**One empty orbital rises too little**

Going from r2SCAN to wB97M-V lowers every listed occupied level of this molecule and raises every listed empty one, but orbital 2, the second empty level, rises about 0.6 eV less than its neighbours suggest. A likely reason is that more of this orbital lies in the thin outer part of the molecule's electron density, where a change in the treatment of exchange has less to act on. The size of the break can be read from the table, though another basis set could change it. The reason is argued from theory.

Orbital energies of gas-phase CH7As2B (SMILES CB([AsH2])[AsH2]), computed with Ansatz 0.2.0 using restricted Kohn–Sham r2SCAN, BHLYP and wB97M-V with the def2-TZVPP basis at the PBE0-D4/def2-TZVP geometry. Orbitals are counted from the HOMO (index 0; the LUMO is 1) and matched between methods by their order in energy.

```
orbital index  r2SCAN (eV)  BHLYP (eV)  wB97M-V (eV)  wB97M-V less r2SCAN (eV)
           -7       -10.67      -13.27        -14.26                     -3.59
           -6       -10.45      -12.98        -14.00                     -3.55
           -5        -9.90      -12.11        -13.17                     -3.28
           -4        -9.11      -11.26        -12.24                     -3.13
           -3        -8.21      -10.36        -11.34                     -3.13
           -2        -8.15      -10.18        -11.27                     -3.12
           -1        -6.55       -8.27         -9.43                     -2.89
            0        -6.24       -7.95         -9.11                     -2.87
            1        -2.16       -0.50          0.40                      2.56
            2        -0.15        0.90          1.71                      1.87
            3         0.02        1.46          2.40                      2.38
```

**The pattern that is broken**

The orbital index counts from the highest occupied orbital, the HOMO, at 0; the lowest empty one, the LUMO, is 1. The HOMO sinks by 2.87 eV and the LUMO rises by 2.56 eV, so the gap between them widens by 2.87 + 2.56 = 5.43 eV. This is a gap between orbital energies, not the energy at which the molecule absorbs light. All three methods use the same geometry, so the shifts come from the electronic description alone.

The occupied levels sink because of how each method treats an electron's repulsion with itself. The repulsion computed from the total density includes this spurious part. Exact exchange cancels it for each occupied orbital, whereas a semilocal functional such as r2SCAN, which builds exchange from local properties of the electrons, cancels it only in part and leaves the level too high. BHLYP brings in 50 % exact exchange at all distances. wB97M-V has only 15 % at short range but 100 % at long range, where an electron leaving the molecule should feel the positive charge it leaves behind.

The deeper occupied levels sink further, up to 3.59 eV for orbital −7. This difference arises between r2SCAN and BHLYP, where the occupied shifts spread over 0.89 eV. From BHLYP to wB97M-V they spread over only 0.18 eV, and orbital −7 even sinks slightly less than the HOMO, which undoes a little of the difference. The first step adds exact exchange at all distances. This should act most on tightly packed orbitals, whose self-repulsion is largest, and the deeper orbitals are probably the more compact ones. The second step mixes opposing changes: less exact exchange at short range, more at long range, and a different semilocal part. The table shows only their sum, which is nearly the same for all the occupied orbitals listed.

**The size of the break**

A smooth trend gives a simple estimate: an orbital should shift by the mean of the shifts of the orbitals just below and just above it. For orbital 2 these neighbours are the LUMO and orbital 3, and its own shift does not enter. The estimate is (2.56 + 2.38)/2 = 2.47 eV, whereas the calculation gives 1.87 eV.

The same rule works much better among the occupied orbitals. For orbitals −6 to −1, each of which has an occupied neighbour on both sides, it is wrong by at most about 0.1 eV. The break at orbital 2 is some five times larger. The printed output after this text splits it into two steps: about 0.5 eV of the shortfall is already there in BHLYP, and only about 0.1 eV is added by wB97M-V.

**Why empty orbitals rise, and why one rises less**

An empty orbital holds no electron, so it has no self-repulsion to cancel. In a semilocal functional it nevertheless feels much the same exchange attraction as the occupied orbitals do, as if an electron placed in it were already one of the molecule's own. Exact exchange removes this favour. What remains is the true exchange between the empty orbital and the occupied ones, which is usually weaker, and so the level rises.

The rise is therefore a difference: the semilocal attraction that is lost, less the exact exchange that is gained. Both depend on where the orbital lies. The semilocal attraction is strong inside the electron density and fades quickly outside it. An empty orbital concentrated among the atoms has much to lose and rises strongly, while one spread around the outside of the molecule had little attraction to begin with and rises weakly.

The LUMO is a good candidate for the first kind. Boron here lies in one plane with its three neighbours, which leaves it a largely empty p orbital at right angles to that plane, in the midst of the molecule. Orbital 2 probably leans towards the second kind, but only in part: it still rises by 1.87 eV, which suggests that much of it remains within the density. A weak rise could also come from unusually strong exchange with the occupied orbitals, which would make up for more of the lost attraction; a plot of the orbital would help to tell the two apart.

**Not a mix-up of two levels**

Orbitals are matched by their order in energy, and in r2SCAN orbitals 2 and 3 lie only 0.17 eV apart. They might change places between the methods, and the break might then be a mere error of labelling. Pairing them crosswise tests this. One orbital would then rise by 2.55 eV, almost exactly as much as the LUMO, and the other by only 1.69 eV. A swap would thus sharpen the contrast instead of removing it: whichever way the two are paired, one of them rises weakly. The next empty level, not listed, lies just as close above orbital 3 in r2SCAN; if it became the second empty level in wB97M-V, its rise would be weaker still.

The empty levels above the table, taken from the same calculations and matched in the same way, show that such weak rises are common. Level 4 rises by 2.33 eV, much like orbital 3, but levels 5 to 8 rise by only 1.77 to 1.97 eV. Orbital 2 is thus the first of several weakly rising levels. The smooth rule probably fails here because neighbours in energy need not be neighbours in character.

**What the break does to the levels**

Because orbital 2 lags behind, the spacings on either side of it change a great deal. Its distance from the LUMO shrinks from 2.01 eV in r2SCAN to 1.31 eV in wB97M-V, while its distance from orbital 3 grows from 0.17 to 0.69 eV. Moving all the empty r2SCAN levels of this molecule up together would therefore not reproduce the wB97M-V levels: a common shift that suits the neighbours of orbital 2 would put orbital 2 itself about 0.6 eV too high.

That figure belongs to the basis set used here. In wB97M-V all three listed empty levels lie above zero. There the true levels form a continuous range, of which a finite basis shows only a few, at energies that depend partly on how far the basis functions reach. This basis has no diffuse functions, the very ones that a spread-out orbital needs. Adding them would also bring in new levels close to zero. The second empty level might then be a different orbital, and the break could change in size or disappear from the list.

The analysis program printed:

```
Shift of each level in two steps:
  row  BHLYP less r2SCAN (eV)  wB97M-V less BHLYP (eV)
   -7                    -2.6                    -0.99
   -6                   -2.53                    -1.02
   -5                   -2.21                    -1.06
   -4                   -2.15                    -0.98
   -3                   -2.15                    -0.98
   -2                   -2.03                    -1.09
   -1                   -1.72                    -1.16
    0                   -1.71                    -1.16
    1                    1.66                      0.9
    2                    1.05                     0.81
    3                    1.44                     0.94
Spread of the occupied shifts from r2SCAN to BHLYP (eV): 0.89
Spread of the occupied shifts from BHLYP to wB97M-V (eV): 0.18
Orbital 2, whole shift expected from its neighbours (eV): 2.47
Orbital 2, computed less expected shift (eV): -0.6
Part of this departure from r2SCAN to BHLYP (eV): -0.5
Part of this departure from BHLYP to wB97M-V (eV): -0.11
Largest such departure among inner occupied orbitals (eV): 0.115
Departure of orbital 2 over that largest occupied one (ratio): 5.217
If 2 and 3 swap, rise of r2SCAN orbital 3 to wB97M-V level 2 (eV): 1.69
If 2 and 3 swap, rise of r2SCAN orbital 2 to wB97M-V level 3 (eV): 2.55
Spacing of levels 1 and 2 in r2SCAN (eV): 2.01
Spacing of levels 1 and 2 in wB97M-V (eV): 1.31
Spacing of levels 2 and 3 in r2SCAN (eV): 0.17
Spacing of levels 2 and 3 in wB97M-V (eV): 0.69
Whole shift of empty level 4 (eV): 2.327
Whole shift of empty level 5 (eV): 1.841
Whole shift of empty level 6 (eV): 1.974
Whole shift of empty level 7 (eV): 1.772
Whole shift of empty level 8 (eV): 1.971
```
